The magnetisability measures how strongly a magnetic field induces an opposing magnetic moment in a molecule. A negative value means diamagnetism, and a more negative one means stronger diamagnetism. The molecule here is a cation in which a positively charged phosphorus atom sits in a three-membered ring and carries a methyl and a PH$_2$ group. All rows use the same geometry, so only the functional and the basis set differ.

Non-relativistic, density-fitted GIAO DFT calculations with PySCF 2.14.0 for the singlet cation C$_3$H$_9$P$_2$$^+$ in the gas phase, at one PBE0-D3(BJ)/def2-SVP geometry; each level is given as functional/basis set. The anisotropy is the square root of half the summed squared differences of the principal values, and the susceptibility is molar.

| level | magnetisability (1e-30 J/T^2) | magnetisability anisotropy (1e-30 J/T^2) | susceptibility (1e-6 cm^3/mol) |
| --- | --- | --- | --- |
| B3LYP/MINI | -1510.7 | 251.50 | -90.98 |
| LC-wPBE/pcSseg-1 | -1343.9 | 229.20 | -80.93 |
| B97-D/pcSseg-1 | -1290.6 | 235.80 | -77.72 |
| B3LYP/6-311+G(2d,p) | -1290.2 | 228.30 | -77.70 |
| B3LYP/IGLO-II | -1289.5 | 233.30 | -77.65 |
| B3LYP/ANO-RCC-VDZP | -1285.1 | 227.40 | -77.39 |

**1. Which choice changes the magnetisability most?**

The minimal basis MINI does. With B3LYP it makes the magnetisability 17% larger in size than the IGLO-II basis does. Replacing B97-D by LC-wPBE in one common basis changes it by only 4%. The susceptibility column repeats the same result per mole, so its agreement with the first column is no independent confirmation.

**2. Why can a modest flaw in the electron cloud matter so much?**

The susceptibility $\chi$ is the sum of two opposing parts. The diamagnetic part grows with the squared distance of the electrons from a chosen origin, here the centre of mass. The paramagnetic part is positive and comes from the way the field mixes excited states into the ground state.

Two limiting cases show what these parts mean. For a single spherical atom with the origin at its nucleus, the paramagnetic part vanishes and only the size of the cloud counts. If the same atom is moved far from the origin, its diamagnetic part becomes huge, yet its true response is unchanged, so the paramagnetic part must cancel the excess. A molecule contains many such displaced atoms, and most of both parts is this cancellation.

For B3LYP/IGLO-II the parts are −576 and +498, in $10^{-6}$ cm$^3$/mol, and they leave a total of only −78. An error of 1% in the paramagnetic part alone would therefore change the total by about 6%. Small differences between methods have to be traced to one part or the other before they are explained.

**3. Why does the minimal basis exaggerate the diamagnetism?**

Its electron cloud is too wide. The simplest model lets only this width matter, as in the spherical atom, and uses Langevin's formula:

$$\Delta\chi \approx -k\,\Delta\!\left(\sum_i \langle r_i^2\rangle\right),\qquad k=\frac{N_A\alpha^2a_0^3}{6}$$

Here $r_i$ is the distance of electron $i$ from the origin, $N_A$ is Avogadro's number, $\alpha$ is the fine-structure constant and $a_0$ is the bohr radius. With distances in bohr, $k$ is about $0.79\times10^{-6}$ cm$^3$/mol.

Going from IGLO-II to MINI, the summed squared distance grows by 7.4, 7.9 and 7.3 bohr$^2$ along the three inertial axes, or 22.6 bohr$^2$ in all. The model then gives $-0.79\times22.6\approx-17.9$, in $10^{-6}$ cm$^3$/mol, whereas the calculated change is −13.3. The distances were themselves obtained from the diamagnetic part, so the real test is whether the total follows that part. It does so in sign and rough size, but a larger paramagnetic part takes back about a quarter of the change.

The even growth is a clue to its origin. The molecule is elongated: in the IGLO-II calculation the summed squared distance along the first axis is more than four times that along the third. Stretching the whole cloud in proportion would therefore have added far more along the first axis. Nearly equal additions suggest instead that the clouds around individual atoms are too wide, though they do not show which atoms contribute most. A minimal basis makes such an error possible because it gives each atomic shell a single, fixed radial shape.

**4. Why does the anisotropy suffer less from the same flaw?**

The anisotropy measures how much the response differs between directions. If the cloud swelled equally along all axes and the paramagnetic part also changed equally, all three principal values of the magnetisability would shift by the same amount, and their differences would stay as they were. MINI comes near this limit: compared with IGLO-II, the magnetisability shifts by 221 but the anisotropy by only 18, both in $10^{-30}$ J/T$^2$. A reasonable anisotropy is therefore no sign that the average response is right.

**5. What changes when the functional changes but the basis does not?**

Now the width of the cloud hardly matters. From B97-D to LC-wPBE the diamagnetic part changes by only −0.1, while the total changes by −3.2, in $10^{-6}$ cm$^3$/mol. The width-only model, which worked roughly for MINI, fails completely here. Nearly the whole difference lies in a weaker paramagnetic part: the two functionals give almost the same electron spread but a different response to the field.

The direction agrees with perturbation theory. A field mixes in excited states less easily when they lie higher, and LC-wPBE has the larger gap between the highest occupied and lowest empty orbitals. Less mixing means less paramagnetism to offset the diamagnetic part.

**6. Could the orbital gap then be used to predict the size of the effect?**

No. If the whole paramagnetic part varied inversely with this gap, LC-wPBE would have less than half the paramagnetism of B97-D, because its gap is 2.2 times as large. The calculated reduction is only 0.6%.

Theory offers two reasons. Much of the paramagnetic part merely compensates for atoms lying away from the origin, as in the second limiting case, and this share should stay nearly the same when the nuclei are fixed and the electron spread hardly changes. Moreover, LC-wPBE contains exact exchange, which widens the orbital gap but also enters the response to the field and counteracts part of that widening. The two functionals differ in other ways as well, so this pair does not isolate the effect of exact exchange.

**7. Which digits can be trusted?**

For the magnetisability, the comparison of scales is clear. Without MINI, the B3LYP results vary by about 5 with the basis, whereas the change of functional amounts to 53, in $10^{-30}$ J/T$^2$. The functional effect is thus well resolved, but the order of the closely spaced rows is not meaningful. Nor is the slightly weaker diamagnetism with ANO-RCC-VDZP a relativistic effect: that basis was contracted for relativistic work but used here without relativity.

The anisotropy is less settled. Its basis variation of 5.9 is nearly as large as the functional difference of 6.6, in the same unit. IGLO-II and 6-311+G(2d,p) even agree within 1 on the magnetisability while differing by 5 in the anisotropy. Agreement on an average does not guarantee agreement on its directional parts.

These spreads measure consistency between calculations, not distance from experiment. The functionals may share an error that no spread reveals, one rigid conformer leaves out molecular vibration, and the calculations neglect the centre-of-mass motion of the ion. For this ion, a value near $-1.3\times10^{-27}$ J/T$^2$ is a sensible summary of the rows beyond the minimal basis. The analysis printed below compares the width-only model with the basis change and the functional change. It leaves open whether B97-D and B3LYP really agree so closely or whether their different basis sets hide a difference; B3LYP in the pcSseg-1 basis would decide it.

The analysis program printed:

```
Parts of the susceptibility in 1e-6 cm^3/mol and orbital gap in eV:
                  row  diamagnetic  paramagnetic    gap
           B3LYP/MINI       -593.9           503  6.777
     LC-wPBE/pcSseg-1       -576.4         495.5  12.62
       B97-D/pcSseg-1       -576.3         498.6  5.645
  B3LYP/6-311+G(2d,p)       -575.9         498.2  7.223
        B3LYP/IGLO-II       -576.1         498.4  7.275
   B3LYP/ANO-RCC-VDZP       -575.3           498  7.268
Total as percentage of the diamagnetic term, B3LYP/IGLO-II [%]: 13.48
Change of the total if the paramagnetic term were 1% off, B3LYP/IGLO-II [% of total]: 6.419
MINI less IGLO-II, magnetisability [1e-30 J/T^2]: -221.2
MINI beyond IGLO-II, size of magnetisability [%]: 17.15
MINI less IGLO-II, susceptibility [1e-6 cm^3/mol]: -13.33
MINI less IGLO-II, diamagnetic term, the spread-only prediction [1e-6 cm^3/mol]: -17.87
MINI less IGLO-II, paramagnetic term [1e-6 cm^3/mol]: 4.537
Extra summed squared distance in MINI over IGLO-II, same in every row [bohr^2]:
                  row  along a  along b  along c
           B3LYP/MINI    7.395    7.871    7.293
     LC-wPBE/pcSseg-1    7.395    7.871    7.293
       B97-D/pcSseg-1    7.395    7.871    7.293
  B3LYP/6-311+G(2d,p)    7.395    7.871    7.293
        B3LYP/IGLO-II    7.395    7.871    7.293
   B3LYP/ANO-RCC-VDZP    7.395    7.871    7.293
Summed squared distance along a over that along c, B3LYP/IGLO-II [ratio]: 4.292
LC-wPBE less B97-D, magnetisability [1e-30 J/T^2]: -53.3
LC-wPBE beyond B97-D, size of magnetisability [%]: 4.13
LC-wPBE less B97-D, susceptibility [1e-6 cm^3/mol]: -3.21
LC-wPBE less B97-D, diamagnetic term, the spread-only prediction [1e-6 cm^3/mol]: -0.1137
LC-wPBE less B97-D, paramagnetic term [1e-6 cm^3/mol]: -3.096
LC-wPBE less B97-D, paramagnetic term [% of that term]: -0.621
Orbital gap of LC-wPBE over that of B97-D [ratio]: 2.235
Basis span of B3LYP without MINI, magnetisability [1e-30 J/T^2]: 5.1
Basis span of B3LYP without MINI, anisotropy [1e-30 J/T^2]: 5.9
LC-wPBE less B97-D, anisotropy [1e-30 J/T^2]: -6.6
MINI less IGLO-II, anisotropy [1e-30 J/T^2]: 18.2
```
